\section*{Appendix: Fuchs--Kliewer modes of an MgO film in electron energy loss}

\subsection*{Problem}

An MgO film of thickness $d=3.0$~nm is probed by electrons reflected from its vacuum side. The assumed geometry is: primary energy $E_i=6.0$~eV, incidence at $\theta_i=60^\circ$ from the normal, and detection in the plane of incidence at $\theta_f=58^\circ$ with an acceptance of $\pm0.5^\circ$. The measured bulk data, as compiled values, are $\omega_T=396$~cm$^{-1}$ and $\omega_L=710$~cm$^{-1}$ (He 2014), $\varepsilon_\infty=2.96$ (Skone 2014), $\varepsilon_0=9.8$ at room temperature (Hong 2013), and a gap $E_g=7.83$~eV (Miglio 2020). A frequency quoted in cm$^{-1}$ means $\omega/2\pi c$, with 1~cm$^{-1}=0.12398$~meV. Fields vary as $e^{ikx-i\omega t}$ with $k>0$, and the temperature is zero for intensities.

(a) Find the wavevector $k$ handed to the film. (b) Find the two modes of the free-standing film in vacuum, and their limits. (c) Find their relative strength in the loss spectrum. (d) Find the modes of the film on a metal and on silicon (typical $\varepsilon_s=11.7$). (e) Give the size of the neglected effects.

\subsection*{Solution}

\paragraph{Dielectric function.} One undamped polar mode gives
\begin{equation}
\varepsilon(\omega)=\varepsilon_\infty\frac{\omega_L^2-\omega^2}{\omega_T^2-\omega^2},
\qquad \frac{\varepsilon(0)}{\varepsilon_\infty}=\frac{\omega_L^2}{\omega_T^2},
\label{eq:eps}
\end{equation}
with $\hbar\omega_T=49.1$~meV and $\hbar\omega_L=88.0$~meV. Since $\hbar\omega_L$ is 1.1\% of $E_g$, $\varepsilon_\infty$ may be held constant. The four lattice data overdetermine Eq.~(\ref{eq:eps}): $\varepsilon_0/\varepsilon_\infty=3.31$, whereas $(\omega_L/\omega_T)^2=3.21$. We use $\omega_T$, $\omega_L$ and $\varepsilon_\infty$, which imply $\varepsilon(0)=9.52$, and test the other choice in (e).

\paragraph{(a) Kinematics.} Conservation of energy and of parallel momentum gives
\begin{equation}
k=k_i\sin\theta_i-k_f\sin\theta_f,\qquad \hbar k_i=\sqrt{2mE_i},\quad \hbar k_f=\sqrt{2m(E_i-\hbar\omega)} .
\label{eq:kin}
\end{equation}
For a loss of 80~meV, $k_i=12.549$~nm$^{-1}$, $k_f=12.465$~nm$^{-1}$ and $k=0.297$~nm$^{-1}$. Between $\hbar\omega_T$ and $\hbar\omega_L$, $k$ runs from 0.269 to 0.304~nm$^{-1}$. We work at the nominal $k=0.30$~nm$^{-1}$.

\paragraph{(b) Free slab.} Let the slab fill $|z|<d/2$ in a medium $\varepsilon_d$. Without retardation $\mathbf E=-\nabla\phi$, and for $\varepsilon\neq0$ the condition $\nabla\cdot\mathbf D=0$ makes $\phi$ harmonic in each region. Mirror symmetry allows $\phi=A\cosh kz$ (even) or $A\sinh kz$ (odd) inside, joined to $B\,e^{-k(z-d/2)}$ above. For the even case, continuity of $\phi$ and $D_z$ at $z=d/2$ reads $A\cosh(kd/2)=B$ and $\varepsilon A\sinh(kd/2)=-\varepsilon_d B$; the odd case exchanges $\cosh$ and $\sinh$. Hence
\begin{equation}
\varepsilon(\omega)=-\varepsilon_d C,\qquad C_e=\coth\frac{kd}{2},\qquad C_o=\tanh\frac{kd}{2},
\label{eq:cond}
\end{equation}
and Eq.~(\ref{eq:eps}) yields the modes of Fuchs and Kliewer (1965),
\begin{equation}
\omega^2=\omega_T^2\,\frac{\varepsilon(0)+\varepsilon_dC}{\varepsilon_\infty+\varepsilon_dC}
=\omega_T^2+\frac{\varepsilon_\infty(\omega_L^2-\omega_T^2)}{\varepsilon_\infty+\varepsilon_dC}.
\label{eq:fk}
\end{equation}
As $kd\to0$, $C_e\to\infty$ and $\omega_e\to\omega_T$: the field lies in the plane, where a thin film does not depolarise. In the same limit $C_o\to0$ and $\omega_o\to\omega_L$: the field is normal to the film and the depolarisation is complete. For $kd\gg1$ both $C\to1$ and the branches close on the half-space mode $\omega_s$, the even one from below.

With $\varepsilon_d=1$, $\varepsilon_\infty(\omega_L^2-\omega_T^2)=1.028\times10^6$~cm$^{-2}$ and $\omega_T^2=1.568\times10^5$~cm$^{-2}$. Setting $C=1$ gives $\omega_s=645$~cm$^{-1}$, or $\hbar\omega_s=80.0$~meV. For $kd/2=0.45$, $C_e=2.370$ and $C_o=0.422$, so that
\begin{align}
\omega_e^2&=3.497\times10^5~\mathrm{cm^{-2}}, & \omega_e&=591~\mathrm{cm^{-1}}, & \hbar\omega_e&=73.3~\mathrm{meV},\nonumber\\
\omega_o^2&=4.608\times10^5~\mathrm{cm^{-2}}, & \omega_o&=679~\mathrm{cm^{-1}}, & \hbar\omega_o&=84.2~\mathrm{meV}.
\end{align}

\paragraph{(c) Strengths.} An electron above the film applies a potential $e^{k(z-d/2)}$, and the film answers with $-g\,e^{-k(z-d/2)}$. Splitting $e^{kz}=\cosh kz+\sinh kz$ and matching each part as before gives, in vacuum,
\begin{equation}
g=\frac{1+e^{-kd}}{2}\,\frac{\varepsilon-1}{\varepsilon+C_e}+\frac{1-e^{-kd}}{2}\,\frac{\varepsilon-1}{\varepsilon+C_o}.
\label{eq:g}
\end{equation}
At a pole $\varepsilon-1=-(1+C)$, and $\tfrac12(1\pm e^{-kd})(1+C)=C$ for either parity. With $\varepsilon+C=(\varepsilon_\infty+C)(\omega_C^2-\omega^2)/(\omega_T^2-\omega^2)$ and $\omega\to\omega+i0$,
\begin{equation}
\mathrm{Im}\,g=\frac{\pi}{2}\sum_{C}S_C\,\delta(\omega-\omega_C),\qquad
S_C=\frac{C\,\varepsilon_\infty(\omega_L^2-\omega_T^2)}{(\varepsilon_\infty+C)^2\,\omega_C}.
\label{eq:S}
\end{equation}
Here $S_e=145$~cm$^{-1}$ and $S_o=55.9$~cm$^{-1}$, a ratio of 2.6. Both weights vanish linearly as $kd\to0$, with $S_e/S_o\to\varepsilon_\infty^2\omega_L/\omega_T=15.7$. The work done on a classical electron reflected at the surface, $z-d/2=v_\perp|t|$, gives a loss probability per $d^2k\,d\omega$ proportional to $F^2\,\mathrm{Im}\,g/k$, where
\begin{equation}
F=\int_{-\infty}^{\infty}dt\,e^{i(\omega-kv_\parallel)t-kv_\perp|t|}=\frac{2kv_\perp}{(kv_\perp)^2+(\omega-kv_\parallel)^2}.
\end{equation}
With $\hbar kv_\perp=143$~meV and $\hbar kv_\parallel=248$~meV, $F_e^2/F_o^2=0.86$, and the intensity ratio at equal $k$ is 2.2. At the fixed detector angle the two losses carry different wavevectors: Eqs.~(\ref{eq:kin}) and (\ref{eq:fk}) together give $k_e=0.2906$ and $k_o=0.3005$~nm$^{-1}$. There $S_e=146$~cm$^{-1}$, $S_o=55.9$~cm$^{-1}$ and the ratio of $F^2/k$ is 0.98, so the intensity ratio in the stated geometry is 2.6. Since $k$ varies with $\omega$ along the scan, each line area carries a further factor $[1-(d\omega_C/dk)(dk/d\omega)]^{-1}$, which raises the ratio by 3\%.

\paragraph{(d) Supported film.} Replace the vacuum below by a substrate $\varepsilon_s$. The four matching conditions at the two faces have a solution when
\begin{equation}
T\varepsilon^2+(1+\varepsilon_s)\,\varepsilon+\varepsilon_sT=0,\qquad T=\tanh kd .
\label{eq:sub}
\end{equation}
For $\varepsilon_s=1$ the roots are $-C_e$ and $-C_o$. For $|\varepsilon_s|\to\infty$ one root is $\varepsilon=-T+T(1-T^2)/\varepsilon_s$. An ideal metal holds $\phi=0$ at the interface, which is the nodal plane of the odd mode of a slab of thickness $2d$, so Eq.~(\ref{eq:fk}) applies with $C=\tanh kd$. At $kd=0.90$, $T=0.716$, and
\begin{equation}
\omega_M=661~\mathrm{cm^{-1}},\qquad \hbar\omega_M=81.9~\mathrm{meV},\qquad \hbar(\omega_M-\omega_s)=1.9~\mathrm{meV}.
\end{equation}
The correction to $C$ has magnitude $0.35/|\varepsilon_s|$, negligible for an assumed $|\varepsilon_s|\gtrsim10^3$. The other root, $\varepsilon\approx-\varepsilon_s/T$, moves to $\omega_T$. On silicon the roots are $\varepsilon=-0.686$ and $-17.0$, at 82.1 and 56.6~meV. The upper mode is close to that on a metal, and the lower one resides mainly at the MgO/Si interface.

The table collects the model energies (meV) at $k=0.30$~nm$^{-1}$. The 1~nm row is the continuum value for a film only a few atomic layers thick.
\begin{center}
\begin{tabular}{cccccc}
\hline
$d$ (nm) & $kd$ & $\hbar\omega_e$ & $\hbar\omega_o$ & $S_e/S_o$ & $\hbar\omega_M$\\
\hline
1.0 & 0.30 & 63.6 & 86.6 & 6.3 & 85.3\\
3.0 & 0.90 & 73.3 & 84.2 & 2.6 & 81.9\\
10 & 3.0 & 79.4 & 80.6 & 1.1 & 80.0\\
\hline
\end{tabular}
\end{center}

\paragraph{(e) Neglected effects at $d=3.0$~nm.}

\emph{Retardation.} The decay constants are $(k^2-\varepsilon_j\omega^2/c^2)^{1/2}$ in medium $j$. At $\omega_s$, $\omega/c=4.05\times10^{-4}$~nm$^{-1}$ and $(\omega/ck)^2=1.8\times10^{-6}$, so the electrostatic limit holds for every root computed above. The limit $kd\to0$ of the even branch needs care, because $|\varepsilon|\simeq2/kd$ grows there and $|\varepsilon|(\omega/ck)^2\ll1$ must still hold.

\emph{Dependence of $k$ on the loss.} Solving Eqs.~(\ref{eq:kin}) and (\ref{eq:fk}) together moves $\hbar\omega_e$ to 73.1~meV and leaves $\hbar\omega_M$ at 81.9~meV. The effect on the intensities is larger and is included in (c).

\emph{Aperture and thickness.} The in-plane acceptance spreads $k$ by $\delta k=k_f\cos\theta_f\,\delta\theta=\pm0.058$~nm$^{-1}$. With $d(\hbar\omega_M)/dk=-10.4$~meV\,nm this is $\mp0.6$~meV, and the small-$k$, high-energy side carries more intensity. For the free film, integrating $F^2S_C/k$ over $k$ between the values each mode takes at $\theta_f=58.5^\circ$ and $57.5^\circ$ gives an intensity ratio of 2.8. An ambiguity of one atomic layer in $d$ (typical spacing 0.21~nm) is worth 0.2~meV.

\emph{Inputs.} Using $\varepsilon_0=9.8$, $\varepsilon_\infty$ and $\omega_T$ implies $\omega_L=721$~cm$^{-1}$ and gives $\hbar\omega_s=81.1$~meV and $\hbar\omega_M=83.0$~meV. Both energies rise by 1.1~meV, while their difference becomes 2.0~meV.

\emph{Anharmonicity.} A second, weak oscillator is commonly added to the infrared response of MgO, with typical parameters $\omega_2=640$~cm$^{-1}$, strength $s=0.045$ and width $\gamma_2=0.16\,\omega_2$:
\begin{equation}
\delta\varepsilon=\frac{s\,\omega_2^2}{\omega_2^2-\omega^2-i\gamma_2\omega}.
\end{equation}
At $\omega_M$, $\delta\varepsilon=-0.09+0.24i$ and $\varepsilon'=d\varepsilon/d\omega=0.0174$~cm. To first order the line gains a full width $2\,\mathrm{Im}\,\delta\varepsilon/\varepsilon'$ of about 3~meV and shifts by $-\mathrm{Re}\,\delta\varepsilon/\varepsilon'$, which is $+0.7$~meV at $\omega_M$ and $+0.2$~meV at $\omega_s$. Part of this shift is already contained in the measured $\omega_L$, so these numbers give only a size: about 0.5~meV on the difference $\omega_M-\omega_s$.

\paragraph{Result.} In this model a free 3~nm film has losses near 73 and 84~meV, the lower one about 2.5 to 3 times as strong in the stated geometry. On a metal the model keeps one loss near 82~meV, uncertain by about 1~meV from the bulk inputs. It lies about 2~meV above the half-space mode, a shift smaller than the estimated anharmonic linewidth.